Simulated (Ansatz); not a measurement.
## SnTe3: energy above lowest point against volume scale

Free energy against uniform scaling of the volume at fixed shape and fractions; periodic cell, basis, potentials, k mesh and filling as listed. The results are calculated, by Ansatz 0.2.0.

The cell before it is scaled or strained (space group Fm-3m, No. 225):
```
cell vectors (Å)
   0.0000     3.8612     3.8612
   3.8612     0.0000     3.8612
   3.8612     3.8612     0.0000
atoms (fractions of the cell vectors)
Sn  0.00000  0.00000  0.00000
Te  0.25000  0.25000  0.25000
Te  0.75000  0.75000  0.75000
Te  0.50000  0.50000  0.50000
```

Settings of every row: functional PBE; dispersion none; potentials PAW; wave cutoff 517.02 eV; density cutoff 2068.1 eV; k mesh 4x4x4; k shift 0x0x0; occupations fermi dirac; smearing width 0.05 eV; spin none.

Limits: coarse k mesh, up to 40 meV an atom off; no spin-orbit coupling, which can matter with elements this heavy; the cell comes from a prototype or a list of computed structures and needn't be the stable phase.

```
row  volume scale  V (Å³/atom)  energy above lowest point (meV/atom)
  1           0.9       25.905                                  62.6
  2         0.925       26.624                                  34.9
  3          0.95       27.344                                     ?
  4         0.975       28.063                                   4.7
  5             1       28.783                                     0
  6         1.025       29.503                                   0.9
  7          1.05       30.222                                   6.8
  8         1.075       30.942                                    17
  9           1.1       31.661                                  30.9
```

Question: what energy above lowest point should row 3 give?

Worked fit of energy above lowest point. Take u = (V_r/V)^(2/3) − 1 with V_r = 29.143 Å³ an atom, which is twice the finite (Eulerian) strain; such expansions in the strain, on which the Birch-Murnaghan equation of state is built, carry the rest volume and the bulk modulus. The shown rows have u = 0.08168, 0.06212, 0.02549, 0.00832, -0.00815, -0.02395, -0.03915, -0.05375. Least squares give energy above lowest point = −0.23 − 60.3 × u + 9849 × u² + 3719 × u³ meV/atom; a parabola predicts inner rows, each left out in turn, worse (root mean square 0.27 against 0.038 meV/atom). All shown rows lie on it to the printed digit. Its lowest point lies at u = 0.0031, or V = 29.01 Å³ an atom, and the curvature there gives the bulk modulus at fixed shape and fractions, B = (4/9)(1 + u)² E″(u)/V = 48.8 GPa. The withheld row has u = 0.04339, so the fit gives −0.23 − 60.3 × (0.04339) + 9849 × (0.04339)² + 3719 × (0.04339)³ = 16.0 meV/atom.

The calculation gave 16 meV/atom. The fit meets it to the printed digit.
